\section*{Diamond on GaN: how long does a contact take to become perfect?}

Bring GaN (body 1) at $T_1=310$ K against diamond (body 2) at $T_2=300$ K at $t=0$. Both are half-spaces with constant properties obeying Fourier's law. The flux $q$, positive from GaN into diamond, equals $G$ times the jump between the surface temperatures, and I assume $G=10^8$ W\,m$^{-2}$K$^{-1}$. What is $q$ at 10 ns?

For GaN I use the compiled lattice conductivity $k_1=210$ W\,m$^{-1}$K$^{-1}$ (Toher 2017), with typical $\rho_1=6150$ kg\,m$^{-3}$ and $c_1=490$ J\,kg$^{-1}$K$^{-1}$. For diamond I take typical single-crystal values, $k_2=2000$, $\rho_2=3515$, $c_2=510$, in the same units.

\subsection*{The estimate}

Heat penetrates about $\sqrt{kt/\rho c}$, so each body offers a resistance per area of that depth over $k$, which is $\sqrt t/e$ with the effusivity $e=\sqrt{k\rho c}$. With $\rho c\approx3.0\times10^6$ and $1.8\times10^6$ J\,m$^{-3}$K$^{-1}$, $e_1\approx2.5\times10^4$ and $e_2\approx6\times10^4$ W\,s$^{1/2}$m$^{-2}$K$^{-1}$. At 10 ns, $\sqrt t=10^{-4}$ s$^{1/2}$, and in units of $10^{-9}$ m$^2$K\,W$^{-1}$ the series chain is 4.0 (GaN), 10 (interface), 1.7 (diamond), 15.7 in all. With $\Delta T=T_1-T_2=10$ K,
\begin{equation}
q\approx6.4\times10^8\ \mathrm{W\,m^{-2}},\qquad q/G\Delta T\approx0.64 .
\end{equation}
The bodies match the interface when $\sqrt t=e_r/G$, where $1/e_r=1/e_1+1/e_2$; $e_r\approx1.8\times10^4$ gives 32 ns.

\subsection*{The careful calculation}

Let $\theta_i$ be the departure from $T_i$ and $z$ the depth into body $i$. The Laplace-transformed heat equation gives $\bar\theta_i\propto\exp(-z\sqrt{s\rho_ic_i/k_i})$, so the flux into a body is $e_i\sqrt s$ times its surface value:
\begin{equation}
\bar\theta_1(0)=-\frac{\bar q}{e_1\sqrt s},\qquad \bar\theta_2(0)=+\frac{\bar q}{e_2\sqrt s}.
\end{equation}
Hence $e_1\theta_1(0)+e_2\theta_2(0)=0$ at all times. Perfect contact makes the surfaces equal, which fixes
\begin{equation}
T_c=\frac{e_1T_1+e_2T_2}{e_1+e_2},\qquad q_\infty=\frac{e_r\Delta T}{\sqrt{\pi t}} .
\end{equation}
For finite $G$, $\bar q=G[\Delta T/s-\bar q/(e_r\sqrt s)]$, so
\begin{equation}
\bar q=\frac{G\Delta T}{\sqrt s\,(\sqrt s+b)},\qquad b=\frac{G}{e_r},
\end{equation}
whose inverse is
\begin{equation}
q=G\Delta T\,f(u),\qquad f(u)=\exp(u^2)\,\mathrm{erfc}\,u,\qquad u=b\sqrt t .
\end{equation}
The jump is $\Delta T f$, and the bodies share the rest inversely to their effusivities:
\begin{equation}
T_{1s}=T_1-\frac{e_2\,\Delta T(1-f)}{e_1+e_2},\qquad T_{2s}=T_2+\frac{e_1\,\Delta T(1-f)}{e_1+e_2}.
\end{equation}

\emph{Question: why is $T_c$ constant while the flux decays?} Perfect contact has no length scale. The profiles depend on $z/\sqrt t$ alone, both fluxes fall as $t^{-1/2}$, and time cancels from their balance. The interface introduces the time $1/b^2$, yet the effusivity-weighted mean of $T_{1s}$ and $T_{2s}$ stays at $T_c$.

The inputs give $e_1=2.516\times10^4$, $e_2=5.988\times10^4$, $b=5.645\times10^3$ s$^{-1/2}$, $1/b^2=31.4$ ns and $T_c-T_2=2.96$ K. These digits belong to the model and serve only to compare formulas. In units of $G\Delta T$ the estimate is $1/(1+u)$ and perfect contact is $1/(\sqrt\pi u)$:

\begin{center}
\begin{tabular}{ccccc}
$t$ (ns) & $u$ & estimate & $f$ & perfect\\
1 & 0.179 & 0.849 & 0.827 & 3.16\\
10 & 0.565 & 0.639 & 0.584 & 0.999\\
100 & 1.785 & 0.359 & 0.280 & 0.316
\end{tabular}
\end{center}

At 10 ns the model gives $q=5.84\times10^8$ W\,m$^{-2}$. The GaN surface has dropped 2.93 K and the diamond surface has risen 1.23 K.

\emph{Question: so beyond 31 ns I may forget the interface?} That depends on the quantity. For large $u$,
\begin{equation}
f\simeq\frac{1}{\sqrt\pi u}\left(1-\frac{1}{2u^2}\right).
\end{equation}
The flux approaches $q_\infty$ with a relative deficit falling as $1/t$, but the jump $\Delta T f$ closes only as $t^{-1/2}$. At 1 $\mu$s the flux is 1.5\% below perfect contact, while the jump is still $0.098\,\Delta T$.

\subsection*{Why they differ}

The estimate lies 9\% above the exact flux at 10 ns. Rounding is not responsible, since 0.64 became 0.639. The suspect is the coefficient of one in $\sqrt t/e$. Because $1/\sqrt s$ is the transform of $1/\sqrt{\pi t}$, the interface condition reads in time
\begin{equation}
\frac{q(t)}{G}=\Delta T-\frac{1}{e_r\sqrt\pi}\int_0^t\frac{q(t')\,dt'}{\sqrt{t-t'}} .
\end{equation}
Write the last term as $\lambda\,q(t)\sqrt t/e_r$; then $f=1/(1+\lambda u)$ exactly. A constant flux, the early behaviour, gives $\lambda=2/\sqrt\pi=1.13$. A flux falling as $t^{-1/2}$, the late behaviour, gives $\lambda=\sqrt\pi=1.77$, from $\int_0^t dt'/\sqrt{t'(t-t')}=\pi$. At 10 ns, $\lambda=(1/f-1)/u=1.26$.

The gap therefore has two parts. Replacing one by $2/\sqrt\pi$, the true constant-flux resistance, takes 0.639 to 0.611. The decay of the flux takes 0.611 to 0.584: more heat passed earlier than the present flux suggests, and it still lies near the interface, narrowing the jump. The parts are nearly equal.

\emph{Question: $\lambda$ is off by 26\%; why is the flux off by only 9\%?} Because the ratio is $(1+\lambda u)/(1+u)=1+(\lambda-1)\,u/(1+u)$, and in the estimate the bodies hold only the share $u/(1+u)=0.36$ of the resistance. The interface, treated exactly, dilutes the error. At 100 ns the share is 0.64 and $\lambda=1.44$, so the excess grows to 28\%, on its way to the factor $\sqrt\pi$.

\emph{Question: would a real wafer follow this?} Only roughly. At 10 ns the depths $\sqrt{kt/\rho c}$ are 0.83 $\mu$m in GaN and 3.3 $\mu$m in diamond. A GaN layer one or two micrometres thick ceases to be a half-space about then, so the later entries need thick crystals. Phonons with free paths comparable to these depths, dislocations in epitaxial GaN and small grains in deposited diamond all tend to lower the effective conductivities. Halving both, as an illustration, raises $u$ by $\sqrt2$ and lowers $f$ to 0.490. That is 16\%, more than the gap just explained, so for a real stack the second figure of $q$ is uncertain. Also, $10^8$ is a good interface: typical GaN--diamond conductances run down to a few times less. With $G=2.5\times10^7$ W\,m$^{-2}$K$^{-1}$ the model gives $f=0.86$ and $q=2.1\times10^8$ W\,m$^{-2}$ at 10 ns, so the model's $5.8\times10^8$ overstates such an interface nearly threefold.